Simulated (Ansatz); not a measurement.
Level of theory: Ansatz, DFT PBE, scalar-relativistic, plane waves, PAW. Settings: cutoff 420 eV, Γ-centred meshes spaced at most about 0.3 Å⁻¹, and about 0.25 Å⁻¹ or finer for metals (2π included), Gaussian smearing. No spin polarisation in the final relaxations.

All energies are static (0 K, no zero-point motion).

Two forms of TiSi₂ were relaxed alike.

A.

Space group Cmcm (No. 63). a = 3.548 Å, b = 13.558 Å, c = 3.579 Å, α = 90.00°, β = 90.00°, γ = 90.00°
```
atom  site  symmetry       x       y       z
  Ti    4c       m2m  0.5000  0.6031  0.7500
  Si    4c       m2m  0.5000  0.9408  0.7500
  Si    4c       m2m  0.0000  0.7502  0.7500
```

B.

Space group Fddd:1 (No. 70). a = 4.808 Å, b = 8.270 Å, c = 8.559 Å, α = 90.00°, β = 90.00°, γ = 90.00°
| atom | site | symmetry | x | y | z |
| --- | --- | --- | --- | --- | --- |
| Ti | 8b | 222 | 0.7500 | 0.2500 | 0.2500 |
| Si | 16f | .2. | 0.7500 | 0.5868 | 0.2500 |

Problem. Which is lower in energy, and by how much?

Solution. A is lower, by 7 meV/atom. A has space group Cmcm (No. 63), 14.3 Å³/atom and no gap on its mesh; B has space group Fddd (No. 70), 14.2 Å³/atom and no gap. Counting Si atoms around Ti (those within 1.25 times the shortest such distance or 1.15 times the sum of covalent radii, 1.27 where that leaves under three), A and B both have Ti 10. A holds Si–Si nets (shortest 2.40 Å); B holds Si–Si chains (shortest 2.53 Å). Origin: A is a Materials Project cell, relaxed; B is a cell as deposited in COD, relaxed.

For metals, differences of a few meV/atom aren't resolved.

The two forms are nearly degenerate, and the small preference for A runs against experiment: the Fddd (C54) form is the established equilibrium disilicide, while the Cmcm (C49) form is the metastable phase that usually appears first in thin-film reactions. The reversed order probably reflects a small PBE error in balancing two different metallic bonding networks, or the missing vibrational free energy.

The near-degeneracy itself is reasonable. Both structures surround Ti with 10 Si atoms at almost equal volume, so the Ti d–Si p bonding that dominates cohesion should be similar. They differ mainly in how silicon bonds to itself. In A the shortest contact, 2.40 Å, is close to an ordinary Si–Si single bond and lies in zigzag chains of one Si site, while the other site forms almost square nets. In B the shortest contact, 2.53 Å, is stretched and weaker. This suggests that A's stronger Si–Si bonding is largely offset by other contributions in B. C49 forming first reflects nucleation and interface energies, which a bulk comparison doesn't address.
